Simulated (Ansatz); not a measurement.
## Computed against measured: atomisation enthalpy at 298 K

8 molecules; the atomisation enthalpy at 298 K in kJ/mol, computed less measured. Shapes, held fixed at every level: PBE0-D4/def2-TZVP. Flexible molecules stand in one conformer, not always the lowest. Thermal terms are harmonic and unscaled (PBE0-D4/def2-TZVP); the spin-orbit lowering of the free atoms is taken from their spectra. Programs: Ansatz 0.2.0. Measured values: Active Thermochemical Tables, NIST-JANAF tables.

Levels: A = HF/def2-SVP; B = B3LYP-D4/def2-TZVPP; C = wB97X/6-311+G**.

```json
{"molecule": "S2F2 (Difluorodisulfane)", "from tabulated heats": "1049", "A": "-709", "B": "-28", "C": "-151"}
{"molecule": "PF3 (phosphorus trifluoride)", "from tabulated heats": "1513", "A": "-649", "B": "-25", "C": "-136"}
{"molecule": "SO3 (sulfur trioxide)", "from tabulated heats": "1420", "A": "-1059", "B": "-44", "C": "-240"}
{"molecule": "C3O2 (carbon suboxide)", "from tabulated heats": "2745", "A": "-957", "B": "+22", "C": "-38"}
{"molecule": "CHClF2 (difluorochloromethane)", "from tabulated heats": "1698", "A": "-569", "B": "-18", "C": "-33"}
{"molecule": "SiH2Cl2 (dichlorosilane (DCS))", "from tabulated heats": "1449", "A": "-383", "B": "-27", "C": "-55"}
{"molecule": "SF4 (sulfur tetrafluoride)", "from tabulated heats": "1358", "A": "-887", "B": "-22", "C": "-197"}
{"molecule": "C2H5Cl (chloroethane)", "from tabulated heats": "2756", "A": "-694", "B": "-6", "C": "-24"}
```

Q: Sum up the errors.

A: 
```json
{"level": "HF/def2-SVP", "kind": "Hartree–Fock", "mean error": "-738.4", "mean absolute error": "738.4", "worst case": "SO3"}
{"level": "B3LYP-D4/def2-TZVPP", "kind": "global hybrid", "mean error": "-18.5", "mean absolute error": "24.0", "worst case": "SO3"}
{"level": "wB97X/6-311+G**", "kind": "range-separated hybrid", "mean error": "-109.2", "mean absolute error": "109.2", "worst case": "SO3"}
```

On this set B3LYP-D4/def2-TZVPP has the smallest mean absolute error and HF/def2-SVP the largest. HF/def2-SVP is too low in 8 of 8; B3LYP-D4/def2-TZVPP is too low in 7 of 8; wB97X/6-311+G** is too low in 8 of 8. The heats of SiH2Cl2, SF4 come from older tables and can be uncertain by 10 kJ/mol or more. Heats of the atoms come from ATcT where it has them. The levels differ in basis as well as in method. The tabulated value of S2F2 is in doubt (older tables, estimates, or at odds with other calculations) and kept here. Over the 7 molecules whose values aren't doubted the mean absolute errors are A 742.6; B 23.4; C 103.3. Hartree–Fock lacks correlation and underbinds. The set is small.

The wB97X/6-311+G** errors follow the bonding of the central atom. They are modest for the three carbon compounds, larger for SiH2Cl2 (-55), and much larger for PF3, SF4 and SO3 (-136, -197 and -240); S2F2, whose tabulated value is in doubt, also stands at -151. In PF3, SF4 and SO3, a strongly positive phosphorus or sulfur atom is bound to fluorine or oxygen. Its contracted valence shell needs tight d and further polarisation functions, not because d orbitals hold bonding pairs but to describe polarisation and back-donation from the ligands. A single d set serves the free atom far better than the molecule, so the bonds come out too weak. This suggests that much of the deficit belongs to the basis rather than the functional, and SO3 probably keeps a smaller remnant of it in B3LYP.

C3O2 breaks the B3LYP pattern at +22, perhaps because the functional overstabilises its extended cumulated π system. The lead of B3LYP therefore doesn't show that it is the better functional for thermochemistry; wB97X would probably gain much from a richer basis.
